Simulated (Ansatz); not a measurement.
HfB: energy above lowest point and pressure against volume scale

Results calculated with Ansatz 0.2.0, not measured. Free energy against uniform scaling of the volume at fixed shape and fractions; periodic cell, basis, potentials, k mesh and filling as listed.

The cell before it is scaled or strained (space group Fm-3m, No. 225):
```
CELL_PARAMETERS angstrom
0.00000 2.31770 2.31770
2.31770 0.00000 2.31770
2.31770 2.31770 0.00000
ATOMIC_POSITIONS crystal
Hf 0.50000 0.50000 0.50000
B 0.00000 0.00000 0.00000
```

Settings of every row: functional PBE; dispersion none; potentials PAW; wave cutoff 500 eV; density cutoff 2000 eV; k mesh 9x9x9; k shift 0x0x0; occupations fermi dirac; smearing width 0.15 eV; spin none.

Limits: all rows lie far from zero pressure; coarse k mesh, up to 40 meV an atom off; minimum outside the range; no spin-orbit coupling, which can matter with elements this heavy.

| row | volume scale | V (Å³/atom) | energy above lowest point (meV/atom) | pressure (GPa) |
| --- | --- | --- | --- | --- |
| 1 | 0.9406 | 11.711 | 258 | 45.38 |
| 2 | 0.9703 | 12.08 | 164.7 | 35.72 |
| 3 | 1 | 12.45 | ? | ? |
| 4 | 1.0297 | 12.82 | 38.1 | 19.83 |
| 5 | 1.0594 | 13.19 | 0 | 13.31 |

Question: what energy above lowest point and pressure should row 3 give?

Worked fit of energy above lowest point. Take u = (V_r/V)^(2/3) − 1 with V_r = 12.45 Å³ an atom, which is twice the finite (Eulerian) strain; such expansions in the strain, on which the Birch-Murnaghan equation of state is built, carry the rest volume and the bulk modulus. The shown rows have u = 0.04164, 0.02032, -0.01933, -0.03776. Least squares give energy above lowest point = 92.2 + 3174 × u + 19395 × u² meV/atom; a straight line predicts inner rows, each left out in turn, worse (root mean square 18 against 0.015 meV/atom). All shown rows lie on it to the printed digit. The withheld row has u = 0, so the fit gives 92.2 + 3174 × (0) + 19395 × (0)² = 92.2 meV/atom.

The calculation gave 92.2 meV/atom. The fit meets it to the printed digit.

Worked fit of pressure. Take u = (V_r/V)^(2/3) − 1 with V_r = 12.45 Å³ an atom, which is twice the finite (Eulerian) strain; such expansions in the strain, on which the Birch-Murnaghan equation of state is built, carry the rest volume and the bulk modulus. The shown rows have u = 0.04164, 0.02032, -0.01933, -0.03776. Least squares give pressure = 27.247 + 400.51 × u + 836.3 × u² GPa; a straight line predicts inner rows, each left out in turn, worse (root mean square 0.76 against 0.029 GPa). The rows lie off it by 0.01, -0.01, 0.01, -0.01. The withheld row has u = 0, so the fit gives 27.247 + 400.51 × (0) + 836.3 × (0)² = 27.25 GPa.

The calculation gave 27.25 GPa. The fit meets it to the printed digit.
